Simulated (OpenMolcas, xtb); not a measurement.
# BN (boron nitride): methods side by side

BN: 2 atoms, total charge 0, spin state triplet. As SMILES, `B#N`. The coordinates come from a PBE0-D4/def2-TZVP relaxation.

| atom | x (Å) | y (Å) | z (Å) |
| --- | --- | --- | --- |
| B | 0.0000 | 0.0000 | -0.0235 |
| N | 0.0000 | 0.0000 | 1.2919 |

Each level gives the energy change with the B1–N2 bond stretched from 1.315 to 2.894 Å (eV). The values are calculated.

```
            level                   kind     program  value (eV)  less CCSD(T)/cc-pVTZ  CPU time (all runs)
           GFN-FF            force field         xtb        3.93                 -0.10            under 2 s
         GFN0-xTB         semi-empirical         xtb        1.25                 -2.78            under 2 s
     ROHF/cc-pVTZ           Hartree–Fock  OpenMolcas        5.29                 +1.26                8.9 s
   USVWN5/cc-pVTZ                    LDA  OpenMolcas        5.23                 +1.20                 20 s
     UPBE/cc-pVTZ                    GGA  OpenMolcas        4.77                 +0.74                 27 s
 U-r2SCAN/cc-pVTZ               meta-GGA  OpenMolcas        4.59                 +0.56                 70 s
   UBHLYP/cc-pVTZ          global hybrid  OpenMolcas        4.06                 +0.03                 28 s
  UM06-2X/cc-pVTZ        hybrid meta-GGA  OpenMolcas        4.43                 +0.40              2.9 min
    UPBE0/cc-pVTZ          global hybrid  OpenMolcas        4.52                 +0.49                 28 s
ROCCSD(T)/cc-pVTZ  coupled cluster or CI  OpenMolcas        4.03                  0.00                 16 s
```

Differences are taken from ROCCSD(T)/cc-pVTZ for orientation; it has basis-set and higher-order errors of its own. At this stretch a single reference begins to fail. The first shape isn't each level's own minimum. The values span 1.25 to 5.29 eV. Spin contamination of the reference (⟨S²⟩ at least 0.1 too high) touches USVWN5/cc-pVTZ, UPBE/cc-pVTZ, U-r2SCAN/cc-pVTZ, UBHLYP/cc-pVTZ, UM06-2X/cc-pVTZ, UPBE0/cc-pVTZ. CPU times are rough (shared hosts, several kinds of processor): they show what a rung costs within a factor of a few.

Stretching triplet BN costs 4.03 eV with ROCCSD(T), as expected for breaking a strong, polar bond with both σ and π character. ROHF gives 5.29 eV. As the atoms separate, quartet nitrogen and doublet boron must couple to an overall triplet, which a restricted determinant with only two open shells cannot describe. The missing static correlation therefore raises the stretched end most.

Among the density functionals, the cost falls from 5.23 eV in LDA to 4.77 eV in PBE and 4.52 eV in PBE0, which suggests that gradient corrections and exact exchange each reduce overbinding. Exact exchange alone does not set the order, since M06-2X lies well above BHLYP despite a similarly large share. BHLYP's closeness to the coupled-cluster value may thus reflect compensating errors, as may that of GFN-FF, which has no explicit electronic structure. GFN0-xTB's 1.25 eV is implausibly low for such a bond, probably because its non-self-consistent Hamiltonian transfers poorly to separating atoms. None of these values is a full dissociation energy, since some interaction remains at the stretched geometry.
